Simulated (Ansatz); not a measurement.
**Ligand exchange: SiH2Br2 + SiH3(GeH3) → SiH2(SiH3)Br + GeH3Br**

Species: SiH2Br2 (dibromosilane) `Br[SiH2]Br`, singlet; SiH3(GeH3), singlet; SiH2(SiH3)Br, singlet; GeH3Br `[GeH3][Br]`, singlet. The partners trade Br for SiH3: Si–Br and Ge–SiH3 bonds give way to Si–SiH3 and Ge–Br.

Shapes, held fixed at every level: PBE0-D4/def2-TZVP. Programs: Ansatz 0.2.0. The zero-point and thermal change to 298 K, harmonic and unscaled (PBE0-D4/def2-TZVP), is 0.0 kJ/mol.

```json
{"level": "HF/def2-TZVPP", "kind": "Hartree–Fock", "ΔH(298 K) (kJ/mol)": "+15.7", "less CCSD(T)/def2-TZVPP": "-10.5"}
{"level": "PBE-D4/def2-TZVPP", "kind": "GGA", "ΔH(298 K) (kJ/mol)": "+25.6", "less CCSD(T)/def2-TZVPP": "-0.6"}
{"level": "wB97X-V/def2-TZVPP", "kind": "range-separated hybrid", "ΔH(298 K) (kJ/mol)": "+23.7", "less CCSD(T)/def2-TZVPP": "-2.5"}
{"level": "B2PLYP/def2-TZVPP", "kind": "double hybrid", "ΔH(298 K) (kJ/mol)": "+26.1", "less CCSD(T)/def2-TZVPP": "-0.1"}
{"level": "MP2/def2-SVP", "kind": "perturbation theory", "ΔH(298 K) (kJ/mol)": "+25.2", "less CCSD(T)/def2-TZVPP": "-1.0"}
{"level": "CCSD(T)/def2-SVP", "kind": "coupled cluster or CI", "ΔH(298 K) (kJ/mol)": "+22.0", "less CCSD(T)/def2-TZVPP": "-4.2"}
{"level": "CCSD/def2-SVP", "kind": "coupled cluster or CI", "ΔH(298 K) (kJ/mol)": "+21.4", "less CCSD(T)/def2-TZVPP": "-4.8"}
{"level": "CCSD(T)/def2-TZVPP", "kind": "coupled cluster or CI", "ΔH(298 K) (kJ/mol)": "+26.2", "less CCSD(T)/def2-TZVPP": "0.0"}
```

The highest level, CCSD(T)/def2-TZVPP, gives ΔH(298 K) = +26.2 kJ/mol; the levels span +15.7 to +26.2. The column of differences is taken from that level and isn't an error. No measured value is set beside it here. Relativity is left out for Br, Ge unless named. Correlated rows may include outer-core shells of Br, Ge, which these sets cover unevenly.

The exchange is endothermic at every level, so enthalpy favours keeping bromine on silicon and the Si–Ge bond intact. The main reason is probably the stronger, more polar Si–Br bond: germanium is the more electronegative of the two, owing to its poorly shielding filled 3d shell, and gains less from binding a halogen. Replacing Si–Ge by Si–Si recovers only part of that loss. Breaking up the geminal SiBr2 unit may add to the cost, since it removes delocalisation of bromine lone pairs into the neighbouring Si–Br antibonding orbital.

Hartree–Fock already gives the right sign but only +15.7 kJ/mol, so electron correlation stabilises the reactants relative to the products. In the coupled-cluster results, enlarging the basis matters more than adding triples. The closeness of MP2/def2-SVP to the highest level therefore looks like a partial cancellation, as MP2 lies above CCSD(T) in the same small basis. The overall enthalpy alone cannot separate the intrinsic bond preference from the geminal contribution.
